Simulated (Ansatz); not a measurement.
Appearance energy of a fragment ion: Si3H8O → [SiH3]+ + Si2H5O + e⁻

Species: Si3H8O `[SiH3]O[SiH2][SiH3]`, singlet; [SiH3]+ `[SiH3+]`, singlet; Si2H5O `[SiH2]O[SiH3]`, doublet. 

Shapes, held fixed at every level: PBE0-D4/def2-TZVP. Flexible molecules stand in one conformer, not always the lowest. Programs: Ansatz 0.2.0. Electronic energies: no zero-point or thermal term.

```
                level                   kind  ΔE (eV)  less CCSD(T)/CBS estimate
          HF/def2-SVP           Hartree–Fock   +10.07                      -1.48
     SPW92/def2-TZVPP                    LDA   +11.90                      +0.35
  BHLYP-D4/def2-TZVPP          global hybrid   +11.34                      -0.21
r2SCAN0-D4/def2-TZVPP          global hybrid   +11.50                      -0.05
    B2PLYP/def2-TZVPP          double hybrid   +11.25                      -0.30
         MP2/def2-SVP    perturbation theory   +11.02                      -0.53
        CCSD/def2-SVP  coupled cluster or CI   +11.03                      -0.52
 CCSD(T)/CBS estimate  coupled cluster or CI   +11.55                       0.00
```

The highest level, CCSD(T)/CBS estimate, gives ΔE = +11.55 eV; the levels span +10.07 to +11.90. The column of differences is taken from that level and isn't an error. No measured value is set beside it here. Open shells run unrestricted unless RO is named. The CBS estimate extrapolates MP2 from def2-TZVPP and def2-QZVPP and adds CCSD(T) − MP2 in the triple-zeta set, cores frozen. The onset seen in experiment also holds zero-point changes and kinetic shifts.

Forming SiH3+ here amounts to breaking the Si–Si bond and ionizing the silyl radical, so the threshold of +11.55 eV contains both costs. Electron correlation is the main reason Hartree–Fock falls so low: the intact molecule has one more electron pair than the separated products, and neglecting its correlation energy makes both bond cleavage and electron removal too cheap. In the same small basis, MP2 and CCSD recover much of the deficit and nearly coincide, which suggests that their remaining shortfall owes more to the basis than to the treatment of double excitations. LDA errs the other way, in keeping with its usual overbinding. The close agreement of r2SCAN0-D4 with the reference may partly reflect cancellation of errors.

With the charge on the other fragment, oxygen lone-pair donation into the empty silicon 3p orbital would stabilize the cation, so that channel probably opens at lower energy. The calculation therefore supports a threshold for SiH3+ formation, but not its predominance among the fragment ions.
